**Ru²⁴⁺ 3d²: how much relativity the 3d shell needs**

The quantities are the Dirac-Hartree-Fock eigenvalues $\varepsilon(3d_{3/2})$ and $\varepsilon(3d_{5/2})$, their difference (the gap $\Delta$), the mean radii $\langle r\rangle$ of the two spinors, and the electron-electron energy $E_{ee}$, Coulomb plus exchange for all 20 electrons. Each row is a self-consistent run with the speed of light $c$ multiplied by a factor $f$, so that $x=1/f^2$ sets the strength of relativity.

Only $f=1$ is physical, and $f=100$ ($x=10^{-4}$) serves as non-relativistic Hartree-Fock. $\Delta$ is a difference of eigenvalues in a configuration average and is no interval between levels of 3d². Correlation, Breit and QED terms are absent from these numbers. The scalar and first-order levels discussed below are inferred from the Dirac runs.

B-spline radial atomic code 1; four-component Dirac-Coulomb Hartree-Fock at the radial basis-set limit for Ru24+ (Z = 44), [Ar] 3d2, averaged over the configuration. Fermi nucleus with an rms radius of 4.481 fm. The 3d energies are orbital eigenvalues, without Breit or QED terms.

| factor on the speed of light | energy (3d3/2) (hartree) | energy (3d5/2) (hartree) | mean radius (3d3/2) (bohr) | mean radius (3d5/2) (bohr) | ε(3d5/2) − ε(3d3/2) (hartree) | electron electron energy (hartree) |
| --- | --- | --- | --- | --- | --- | --- |
| 0.95 | -43.555 | -43.313 | 0.32548 | 0.32805 | 0.2418 | 800.38 |
| 0.98 | -43.551 | -43.324 | 0.32560 | 0.32801 | 0.2273 | 799.18 |
| 1.00 | -43.549 | -43.331 | 0.32567 | 0.32799 | 0.2183 | 798.44 |
| 1.02 | -43.547 | -43.337 | 0.32574 | 0.32797 | 0.2098 | 797.75 |
| 1.20 | -43.532 | -43.381 | 0.32622 | 0.32783 | 0.1517 | 793.08 |
| 100 | -43.491 | -43.491 | 0.32750 | 0.32750 | 2.200e-05 | 781.45 |

**The step from $f=100$ to $f=1$**

At $f=100$ both energies are $-43.491$ hartree. At $f=1$ the $3d_{3/2}$ level lies 0.058 hartree lower (1.58 eV) and $3d_{5/2}$ lies 0.160 hartree higher (4.35 eV), with $\Delta=0.2183$ hartree, or 5.94 eV. A spin-orbit term $\zeta\,\mathbf l\cdot\mathbf s$ has $\langle\mathbf l\cdot\mathbf s\rangle=-3/2$ and $+1$ for $l=2$, so $\Delta=5\zeta/2$, the shifts are $-0.6\Delta$ and $+0.4\Delta$, and their mean with the weights $2j+1$ (0.4 and 0.6) vanishes. The table gives $-0.27\Delta$ and $+0.73\Delta$. The weighted mean, $+0.33\Delta$ or $+1.98$ eV, stands in for the spin-free (scalar) part, and it weakens the binding.

One electron in a fixed Coulomb field goes the other way. To order $1/c^2$,
$$\delta\varepsilon=-\frac{Z^4}{2n^3c^2}\left[\frac{1}{j+1/2}-\frac{3}{4n}\right].$$
For $n=3$ the bracket is $1/4$ and $1/12$, the difference is $1/6$, and the shifts are $-1.5\Delta$ and $-0.5\Delta$ with mean $-0.9\Delta$ for any effective charge. The table contradicts the sign of the mean in all five rows with $f\le1.20$. A single screened charge fails in a second way: it comes out as 33.9 from the gap, 32.1 from the radius and 28.0 from the energy, plausibly because the gap samples the inner flank, the radius the bulk of the orbital, and the energy also contains the repulsion of electrons lying outside it.

**Why the mean level rises while the orbital hardly moves**

The screening itself depends on $c$. Further output of the same calculation shows that from $f=100$ to $f=1$ the 1s, 2s and $2p_{1/2}$ radii shrink by 3.5 to 4.2 %, 3s and $3p_{1/2}$ by 2.6 to 2.7 %, and the $p_{3/2}$ radii by 0.6 %. Over the same range $E_{ee}$ grows by 16.99 hartree (2.2 % of the $f=100$ value).

Which contraction the 3d electron feels follows from an electrostatic argument. A spherical shell of unit charge at radius $R$ repels with $1/r$ outside and with the constant $1/R$ inside. Shrinking a shell that lies wholly inside the 3d density changes nothing, so the 1s shell (0.033 bohr) is nearly irrelevant and the $n=2$ shells (0.12 to 0.14 bohr) act only on the inner flank. Shrinking a shell that lies outside raises the potential by $|\delta R|/R^2$ and exerts no force. In this ion 3s (0.369 bohr) and $3p_{1/2}$ (0.358 bohr) have mean radii beyond 3d (0.33 bohr). Four such electrons contracting by a few per cent give a rise of the order of tenths of a hartree, the order of $\Delta$ and of what is needed to overturn the direct shift. The Slater integrals of the $f=1$ run allow a rough check: $3p_{1/2}$, with a mean radius 2 % smaller than that of $3p_{3/2}$, repels a 3d electron by 0.9 eV more. At that rate the four electrons add 4 to 5 eV. The picture gives no more than the order, and the runs do not separate direct from indirect parts.

It is consistent with a pairing that the table shows: the weighted energy rises by 0.17 % while the weighted radius shrinks by 0.13 %. The constant part of the rise lifts the eigenvalue without moving the orbital. The rise is not wholly constant, though: a hydrogenic Dirac 3d ion of charge 32.1 would contract by about 0.45 % in the weighted radius, more than the table shows, so the overlap with the contracting shells probably cancels part of the direct contraction; the formula is too crude for a screened ion to give the share. The caution is that Dirac radii include the small component, so a change of a tenth of a per cent also reflects the definition. The separate radii move by $-0.56$ % and $+0.15$ %, as an attractive and a repulsive spin-orbit term near the nucleus suggest.

By the same argument, stripping the 3s and 3p electrons should push the mean shift towards the negative hydrogenic sign. Where contracting s and p shells overlap the inner flank of a loosely bound d shell, as for the valence d shell of a heavy neutral atom, the stronger screening acts as a force, and the d shell can expand.

**Whether first order in $1/c^2$ is enough**

A fit of each shift as $ax+bx^2$ to the five rows with $f\le1.20$ gives in $b/(a+b)$ the error of a first-order treatment relative to the full shift; the output of the program follows the text. The row $f=1.20$ shows the contrast without any fit. Scaling the $f=1$ gap gives $0.2183/1.44=0.1516$ against 0.1517, a difference of 0.07 %, just outside rounding. For $E_{ee}$ the shift $793.08-781.45=11.63$, times 1.44, is 16.75 against 16.99.

For the gap $b=-0.0005\pm0.0003$ hartree, barely above the rounding bound, so first order is good to a few tenths of a per cent. The hydrogenic Dirac formula fitted at $f=1$ has curvature of $+1.1$ % and misses the $f=1.20$ row by $-0.39$ %, well outside rounding; that relaxation cancels this curvature is a guess. For the two energies $b$ is about the size of its bound, and the three decimals of the table allow only a ceiling near 0.01 hartree; the further output has more decimals and gives $b$ of about 0.005 hartree for both. For $E_{ee}$, $b=0.82\pm0.04$ hartree, 4.8 % of the shift, as expected where the core contributes and $(Z\alpha)^2=0.103$ is the parameter. Three total energies from the further output give a similar share, 5.5 % of an extrapolated $-88$ hartree, a shift that the total energy of the $f=100$ run confirms. The $f=100$ gap was left out of the fit: $\Delta f^2=0.2200$ lies 0.55 % above $a=0.2188$, probably through limited digits in the eigenvalues.

The coefficient $a$ contains the self-consistent relaxation. First order applied to the 3d orbital in a frozen potential holds the direct part alone and, by the argument above, would have the wrong sign of the mean.

The size of $\zeta$ depends on screening. With $\zeta=Z_{so}\langle r^{-3}\rangle/2c^2$, where $Z_{so}$ is the charge seen by the spin-orbit operator, $\Delta=\tfrac54 Z_{so}\langle r^{-3}\rangle/c^2$. At $f=1.20$ the speed of light is $c=164.44$, and the further output has $\langle r^{-3}\rangle=93.211$ bohr$^{-3}$ for $3d_{5/2}$. The bare nucleus gives, with nothing fitted,
$$\Delta=\frac{1.25\times44\times93.211}{164.44^2}=0.190\ \text{hartree},$$
25 % above the 0.1517 of the table. With either spinor, at $f=0.98$ or $f=1.20$, the excess is 25 to 32 %, and $Z_{so}$ must be 33 to 35. Along the isoelectronic series both factors grow, so $\Delta$ should rise roughly as the fourth power of a screened charge.

**Choice of level**

- Non-relativistic Hartree-Fock reproduces the Dirac-Hartree-Fock radii of 3d to 1 % and the eigenvalues to half a per cent (differences of 1.58 and 4.35 eV). Agreement with experiment is another matter: with correlation missing and the levels averaged, the ionisation energy of the $f=1$ run, Breit and QED terms included, lies about 8 eV below the tabulated 1187 eV (uncertain by 4 eV). It gives no splitting. It solves for 6 radial functions.
- A self-consistent scalar level has the same 6 shells and should recover the 1.98 eV mean shift. It leaves $0.6\times5.94=3.6$ eV and $0.4\times5.94=2.4$ eV for the individual levels, so for $3d_{3/2}$ alone it is further off than the non-relativistic value.
- Spin-orbit coupling to first order costs one radial integral. On non-relativistic orbitals it still misses about 2 eV in both levels; on scalar orbitals most of this error should go, provided the operator is screened. What then remains, besides second order, is the response of the closed p shells to their own spin-orbit splitting, which reaches 3d through exchange and which these runs do not isolate. A bare nucleus errs by 1.5 to 2 eV in $\Delta$.
- More than first order is needed for totals and core-weighted quantities, where the second-order part is 0.8 hartree in $E_{ee}$. Dirac has 9 spinors of two components, 18 radial functions, three times the count; $f$ changes nothing in this.

Using $c=137$ for 137.036 moves $\Delta$ by 0.05 %. The Breit interaction enters at the same order $1/c^2$ as the screening of $\zeta$, so the linearity of the gap in $x$ says nothing about its size. Its first-order shifts in the further output of the $f=1$ run lower the gap by a few per cent, so a gap wanted to better than that needs it. Any interval between real levels of 3d² needs the coupling of the two d electrons from the start, since by the Slater integrals of the $f=1$ run the other terms lie 6 eV or more above the lowest, $^3F$, which is at least the size of $\Delta$.

Output of the analysis:

```
(Z alpha)^2=0.103; gap exponent in f (f<50): -1.9960; gap(f=1)=5.94 eV, zeta=0.0873 Eh
f, gap*f^2 [Eh], rounding, dev. from gap(1)/f^2 %, hydrogenic Dirac dev. from table %
   0.95 0.21822 +-0.00005 -0.03 +0.15
   0.98 0.21830 +-0.00005 -0.00 +0.04
   1.00 0.21830 +-0.00005 +0.00 +0.00
   1.02 0.21828 +-0.00005 -0.01 -0.03
   1.20 0.21845 +-0.00007 +0.07 -0.39
 100.00 0.22000 +-0.00500 +0.78 -1.82
 (f=100 floor assumes 1e-6 Eh resolution, a guess; row not in gap fit)
shift vs f=100 = a x + b x^2: shift(f=1), % of value, a, b, rounding bound on b, b/(a+b) %, max resid
 gap Eh: +0.2183 +nan% +0.2188 -0.0005 +-0.0003 -0.2 3e-05
 e3/2 Eh: -0.058 -0.13% -0.06138 +0.0034 +-0.004 -5.8 0.0003
 e5/2 Eh: +0.16 +0.37% +0.1548 +0.0053 +-0.004 +3.3 0.0003
 e mean Eh: +0.0728 +0.17% +0.06836 +0.0045 +-0.004 +6.2 0.0001
 r3/2 bohr: -0.00183 -0.56% -0.001879 +5e-05 +-4e-05 -2.8 2e-06
 r5/2 bohr: +0.00049 +0.15% +0.0004412 +4.9e-05 +-4e-05 +10.0 2e-06
 r mean bohr: -0.000438 -0.13% -0.0004868 +4.9e-05 +-4e-05 -11.3 8e-07
 Eee Eh: +16.99 +2.17% +16.18 +0.82 +-0.04 +4.8 0.003
hydrogenic Dirac gap b/(a+b)=+1.1%; fitted a vs gap*f^2 at f=100: +0.55%
f=1 shifts 3/2, 5/2, mean [eV]: -1.58 +4.35 +1.98
in units of gap, table: -0.27 +0.73 +0.33 (+-0.005)
 pure spin-orbit: -0.60 +0.40 0.00; hydrogenic: -1.50 -0.50 -0.90
Zeff from gap 33.9, radius 32.1, energy 28.0; bare hydrogenic gap 0.627 Eh = 2.87 x table
r5/2 - r3/2 at f=1: 0.00232 bohr = 0.71%
c=137 instead of 137.036: gap changes by 0.053%
further output of the same calculation (f=0.98 and 1.2):
 f=0.98: Z_so from <r^-3> of 3/2, 5/2 = 33.4, 35.2; bare Z overshoots 25 to 32%
 f=1.2: Z_so from <r^-3> of 3/2, 5/2 = 34.0, 35.2; bare Z overshoots 25 to 29%
 1s: f 1.2 -> 0.98 energy -8.040 Eh, radius -1.25%
 2s: f 1.2 -> 0.98 energy -1.990 Eh, radius -1.31%
 2p1/2: f 1.2 -> 0.98 energy -1.760 Eh, radius -1.51%
 2p3/2: f 1.2 -> 0.98 energy +0.020 Eh, radius -0.20%
 3s: f 1.2 -> 0.98 energy -0.500 Eh, radius -0.94%
 3p1/2: f 1.2 -> 0.98 energy -0.429 Eh, radius -0.97%
 3p3/2: f 1.2 -> 0.98 energy -0.050 Eh, radius -0.20%
 3d3/2 (table): energy -0.019 Eh, radius -0.19%
 3d5/2 (table): energy +0.057 Eh, radius +0.05%
 small-component ratio 1s 1.5136, 3d3/2 1.4997, x ratio 1.4994
 total energy, 3-point: a=-82.7 b=-4.9 Eh, b/(a+b)=5.5%, extrapolated shift -88 Eh
radial functions: non-relativistic 6, Dirac 9 x 2 components = 18, ratio 3
```
